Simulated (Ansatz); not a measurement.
**Ta: Grüneisen parameters and expansion**

Theory: Ansatz, DFT LDA, scalar-relativistic, plane waves, PAW. Cutoff 420 eV, 20×20×20 k-points (Γ-centred), Fermi-Dirac smearing of 0.15 eV. No spin polarisation. Phonons by linear response, acoustic sum rule imposed.

Relaxed structure:
```
Ta
1.0
     0.00000    2.07168    2.07168
     2.07168    0.00000    2.07168
     2.07168    2.07168    0.00000
Ta
1
Direct
  0.00000 0.00000 0.00000
```

In a metal, frequencies depend on the k mesh and the smearing, soft modes most. Some empty bands missed the eigensolver's threshold. Spin–orbit coupling is left out, which matters for heavy elements.

Phonons on a 2×2×2 q mesh at 0.98, 1 and 1.02 times the equilibrium volume give γ = −d ln ν/d ln V, modes matched by rank. The cell has V = 17.78 Å³ with 1 atom and B = 210 GPa. Points of the mesh (fractions of the reciprocal vectors) with their weights out of 8; the acoustic modes at Γ are left out:

| q | weight | ν (cm⁻¹) | γ | degeneracy |
| --- | --- | --- | --- | --- |
| 0.00 0.00 -0.50 | 4 | 31 | 0.46 | 2 |
| 0.00 0.00 -0.50 | 4 | 195 | 2.07 | 1 |
| 0.00 -0.50 -0.50 | 3 | 111 | 1.94 | 2 |
| 0.00 -0.50 -0.50 | 3 | 152 | 2.27 | 1 |

**Question.** Work out the volume expansion coefficient at 50, 100, 300 and 800 K in Grüneisen's theory.

**Answer.** Each mode holds c = k_B x² eˣ/(eˣ − 1)², x = hcν/k_BT (k_B = 0.695 cm⁻¹/K). Weighted over the mesh, C_V = Σ c, γ̄ = Σ cγ/C_V and α_V = γ̄ C_V/(BV):
```json
{"T (K)": "50", "C_V (k_B a cell)": "1.42", "γ̄": "1.00", "α_V (10⁻⁶/K)": "5.2"}
{"T (K)": "100", "C_V (k_B a cell)": "2.12", "γ̄": "1.31", "α_V (10⁻⁶/K)": "10.2"}
{"T (K)": "300", "C_V (k_B a cell)": "2.55", "γ̄": "1.43", "α_V (10⁻⁶/K)": "13.5"}
{"T (K)": "800", "C_V (k_B a cell)": "2.61", "γ̄": "1.45", "α_V (10⁻⁶/K)": "14.0"}
```

The classical limit of C_V is 3n = 3 k_B, less the 3/8 k_B of the three modes left out, which leaves C_V and α_V about 12 % low even at high temperature. All γ are positive, so the crystal expands at every temperature. For a cubic crystal the linear coefficient is a third of α_V. A mesh this coarse misses long acoustic waves, so the low-temperature rows are rough; B and γ are held at their static values, and the electrons' part is left out.

**Question.** The zero-point energy of the cell, summed on a denser interpolated mesh, is 19.703, 18.948 and 18.197 meV at the three volumes. How far does it expand the lattice at 0 K?

**Answer.** P_zp = −dE_zp/dV = 1.506 meV / (0.711 Å³) × 0.16022 GPa Å³/meV = 0.339 GPa, so ΔV/V = P_zp/B = 0.16 %. This share is taken off a measured low-temperature volume before it is compared with a static calculation.

This fcc form isn't the element's structure at ambient conditions.

Cost: 6 runs of about 3.4 core-minutes in all, on Intel Xeon Platinum 8375C (Ice Lake) (shared hosts).

Thermal expansion grows faster than the heat capacity because the mean Grüneisen parameter also rises, from 1.00 at 50 K to 1.45 at 800 K. The soft transverse pair at 31 cm⁻¹, with γ of only 0.46, is excited first; the stiffer modes, with γ near 2, follow on warming. Zero-point expansion has the opposite weighting, since each mode counts by its frequency, so the stiff modes dominate it.

In the soft pair, neighbouring close-packed planes slide over one another. Its weak restoring force probably reflects the partly filled d band of a group 5 metal, which favours bcc over fcc. The small γ suggests that compression strengthens the repulsion between ions but also the electronic softening that opposes it.

The real frequencies at these zone-boundary points do not establish that fcc Ta is a metastable phase: its well-known weakness is towards long-wave tetragonal shear, which leads to bcc and which these points do not probe.
